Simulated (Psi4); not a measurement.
**GeH2I2 (SMILES [I][GeH2][I]): the HOMO–LUMO gap, rung by rung**

The species is GeH2I2 (5 atoms), meant as a singlet with charge 0. SMILES: `[I][GeH2][I]`. Geometry: optimised at PBE0/def2-TZVP.

Quantity: the HOMO–LUMO gap, in eV. The values are calculated.

| level | kind | program | value (eV) | CPU time |
| --- | --- | --- | --- | --- |
| PBE-D4/def2-TZVPP (density fitting, core potential) | GGA | Psi4 | 3.86 | 51 s |
| r2SCAN-D4/def2-TZVPP (density fitting, core potential) | meta-GGA | Psi4 | 4.34 | 86 s |
| B3LYP-D4/def2-TZVPP (density fitting, core potential) | global hybrid | Psi4 | 5.26 | 47 s |
| PBE0-D4/def2-TZVPP (density fitting, core potential) | global hybrid | Psi4 | 5.77 | 57 s |
| wB97M-V/def2-TZVPP (density fitting, core potential) | range-separated hybrid | Psi4 | 9.66 | 1.8 min |

The values span 3.86 to 9.66 eV. Orbital gaps aren't excitation energies; they tend to grow with the share of exact exchange. Times are those of the runs behind each value, whatever else they computed, on shared processors of several kinds: orders of magnitude only.

The gap widens at every step of the table, but unevenly: the move from PBE0 (5.77 eV) to wB97M-V (9.66 eV) is larger than the whole spread among the other four functionals. The likely reason is that long-range exact exchange lowers the occupied levels and leaves the empty ones without the attraction of a hole, which brings the gap nearer to the difference between ionisation energy and electron affinity.

Chemically, the frontier orbitals are probably iodine 5p lone pairs at the top of the filled set and a Ge–I σ* orbital at the bottom of the empty one. The lone pairs are only weakly bonding, and the long, polarisable Ge–I bonds keep σ* fairly low, so a smaller gap than in the lighter dihalogermanes would be expected.

The values support a wide separation between filled and empty levels with every functional, but no single figure for the fundamental gap, and the steady rise is not convergence towards one. Spin–orbit splitting of the iodine lone pairs could also shift the HOMO noticeably.
